Dynamic structure factor of one-dimensional fermions with band curvature: cost and accuracy of three evaluations

Conventions. ħ = 1, T = 0, one spin state, ε(k) = k²/2m, vF = kF/m, 0 < q < 2kF, and S(q,ω) = ∫dx dt e^{i(ωt−qx)}⟨ρ(x,t)ρ(0,0)⟩. Let δ = q²/2m. The finite Bragg pulse is modelled by a Lorentzian of half-width η, and z = x + iy = (ω − vFq + iη)/δ.

Statement

1. S = m/q for |ω − vFq| < δ and zero outside. Its weight is q = 2π·q/(2π). For 1/m → 0 at fixed vF it becomes the Luttinger peak q δ_D(ω − vFq), with δ_D the Dirac function.

2. The broadened line is S_η = −(q/πδ) Im G, with G(z) = ½[ln(z+1) − ln(z−1)]. This costs one pair of logarithms and is the exact reference for three general methods:
A, particle-hole sum on a ring: G_M = (1/M) Σ_{j=1..M} 1/(z − x_j), x_j = 1 − (2j−1)/M.
B, boson perturbation series in 1/m: G_N = Σ_{n<N} z^{−(2n+1)}/(2n+1).
C, continued fraction with N levels: G_N = 1/(z − b₁²/(z − … − b²_{N−1}/z)), b_n² = n²/(4n²−1).
Size 1 of each method is the Luttinger result 1/z.

3. One step is one complex division or multiplication plus additions. Per frequency the work is M or N steps and the memory is a few numbers. Leading deviations:
A: |z|/(3M²|z²−1|²), plus π e^{−πMy} inside the window.
B: of order |z|^{−(2N+1)}/(2N+1), growing without bound for |z| < 1.
C: π|r|^{−(2N+1)}, with r = z + √(z²−1), |r| > 1.
If the b_n, or the moments in B, must be generated in boson Fock space on a ring, memory grows to p(M), the number of partitions of M, and work is at most M²p(M) multiply-adds.

Numbers for 6Li in tubes

Typical or assumed inputs: m = 6.015 u, q = 1.47 µm⁻¹, kF = 5 µm⁻¹ per spin state (EF/kB = 1.01 µK). The model gives δ/2π = 1.82 kHz, vFq/2π = 12.4 kHz and a window from 10.5 to 14.2 kHz. Assume y = 1/4, so η/2π = 0.454 kHz and 1/η = 351 µs. The deviation ε is |G_approx − G|/|G|, the larger of its values at the centre z = i/4 (|G| = 1.326) and the edge z = 1 + i/4 (|G| = 1.270).

size   ε(A)       ε(B)       ε(C)
4      9.5×10⁻²   1.6×10³    2.3×10⁻¹
8      2.1×10⁻²   5.0×10⁷    3.5×10⁻²
16     4.4×10⁻³   1.1×10¹⁷   6.7×10⁻⁴
32     1.1×10⁻³   9.6×10³⁵   2.4×10⁻⁷

Smallest size that meets a tolerance, with the memory p(M) of the Fock-space route at the M that A needs:

ε below   A (M)   C (N)   p(M)
10⁻¹      4       6       5
10⁻²      11      11      56
10⁻³      33      16      10143
10⁻⁶      1033    30      ≈ 9×10³¹ (asymptotic estimate)

Choice. A is cheapest at 10⁻¹, A and C tie at 10⁻², and C is cheaper by a factor 2.1 at 10⁻³ and 34 at 10⁻⁶. Within 4 or 8 steps per frequency A is best, within 16 or 32 steps C. B is unusable at this resolution. For a short pulse, y = 2 (1/η = 44 µs), B converges. At the centre size 1 deviates by 7.8×10⁻², and size 4 by 3.6×10⁻³ (A), 3.9×10⁻⁴ (B) and 1.5×10⁻⁵ (C). The advantage of C presumes known b_n. The Fock-space route, run to N = M, only reproduces A. A memory of 10⁴ amplitudes per vector allows M = 32 (p = 8349) and ε = 1.1×10⁻³, and M = 33 carries a work bound of 1.1×10⁷ against 33 steps.

Proofs

The box. For q < 2kF the operator ρ_q† creates one pair from holes at kF − q < k < kF, so S = 2π ∫dk/(2π) δ_D(ω − qk/m − δ) = m/q. The limits of k give vFq ∓ δ. Height m/q times width q²/m is q. Convolution with the Lorentzian gives −(1/π)(m/q) Im ∫_{−1}^{1} dt/(z − t), so G = ½∫_{−1}^{1} dt/(z−t), and 2m/q = q/δ. As δ → 0, |z| → ∞ and G → 1/z, which is the broadened Luttinger peak.

Method A. On a ring of length L take q = 2πM/L and put kF midway between the last filled and first empty level. The holes sit at kF − (2π/L)(j − ½), the pair energies are vFq + δx_j, and G_M is the midpoint rule with spacing h = 2/M for f(t) = 1/[2(z−t)]. The Euler–Maclaurin formula gives G − G_M ≈ (h²/24)[f′(1) − f′(−1)] = z/[3M²(z²−1)²]. This peaks near the edge, where ε ≈ 1.07/M². The nearby pole adds a non-algebraic part. The infinite comb of the same spacing sums to (π/2)cot(πMz/2) for odd M and −(π/2)tan(πMz/2) for even M, and both differ from −iπ/2 by about π e^{−πMy}. That part shrinks by 0.456 per step at y = 1/4.

Method B. For right movers ρ_q† = √M a_M†, with bosons a_n, and the curvature term is H′ = (δ/M²) Σ_{n,n′≥1} √(nn′(n+n′)) (a†_{n+n′}a_n a_{n′} + h.c.). It conserves the total level M, so all states it connects have the unperturbed energy vFq. Then G_M = ⟨0|a_M (z − H′/δ)⁻¹ a_M†|0⟩, and expanding in H′ gives Σ μ_k/z^{k+1} with μ_k = ⟨(H′/δ)^k⟩. The lowest order is μ₂ = 2M Σ_n n(M−n)/M⁴ = (1 − 1/M²)/3. For L → ∞ the moments are those of the box, μ_{2n} = 1/(2n+1), with odd ones zero. The logarithm has branch points at z = ±1, so the series converges only for |z| > 1. In self-energy form G = 1/(z − Σ) with Σ = 1/(3z) + 4/(45z³) + …, and the first term is q⁴/[12m²(ω − vFq)] in energy units. Every order is more singular on the mass shell ω = vFq, because degenerate states give vanishing denominators. For η → 0 any finite order of B yields only δ_D and its derivatives, never a box.

Method C. Lanczos recursion with H′/δ from a_M†|0⟩ builds the orthogonal polynomials of the spectral weight, which for the box are the Legendre polynomials P_n. Normalising (2n+1)tP_n = (n+1)P_{n+1} + nP_{n−1} gives b_n. The functions Q_n(z) = ½∫P_n(t)dt/(z−t) obey the same recurrence for n ≥ 1, with Q₀ = G. Since Q_N = P_N G − W, where the polynomial W/P_N ratio is the N-level fraction, G − G_N = Q_N/P_N. For large N, P_N ≈ r^{N+½}/√(2πN s) and Q_N ≈ √(π/2N s) r^{−N−½} with s = √(z²−1), whose ratio is π r^{−(2N+1)}. Here |r| = 1.281 at the centre and 1.665 at the edge, so the centre is the slower point, with 0.610 per step. This is slower than the pole term of A, which is why A wins small budgets until its 1/M² term takes over.

C against B. Both need N − 1 applications of H′ and use the same moments up to μ_{2N−2}. From z = (r + 1/r)/2 follows |z| < |r|, so C has the faster rate at every z. At z = 2i the factors per step are 0.056 for C and 1/4 for B.

Fock-space cost. After n applications the vector holds up to n + 1 bosons, about Mⁿ/[n!(n+1)!] states for small n, saturating at p(M) ≈ exp(π√(2M/3))/(4√3 M) (Hardy–Ramanujan). A state has at most M/2 splittings, and mergers are their transposes, so H′ has at most M p(M) entries. The recursion closes after M levels because only the M single-pair states carry weight, which gives the bound M²p(M) and G_M as the result.

What the tolerance should be

Two free spin states double S. A contact repulsion g between them, with γ = mg/n and total density n = 2kF/π, moves the charge mode in the random-phase approximation to vF√(1 + g/πvF) ≈ vF(1 + γ/π²). The box therefore needs γ ≪ π²q/2kF = 1.45, and an assumed γ = 0.2 shifts the line by 0.14δ. Temperature smears the hole range by kBT/vF, which is 2kBT/(vFq) = 0.68 in units of δ at a typical T = 0.2 TF, more than y. In a harmonic tube the local vF falls from its peak to zero, so trapped spectra typically spread over a range of order vFq = 6.8δ, several times the model's width 2δ/2π = 3.63 kHz. Averaging over slices multiplies all per-frequency costs alike. With such corrections a tolerance of 10⁻¹ to 10⁻² suffices. A is then the cheapest or tied, and it accepts thermal weights n_k(1 − n_{k+q}) on a wider k range, whereas C needs new b_n. Tolerances of 10⁻³ and below test algorithms on the homogeneous free model, and there C is the choice.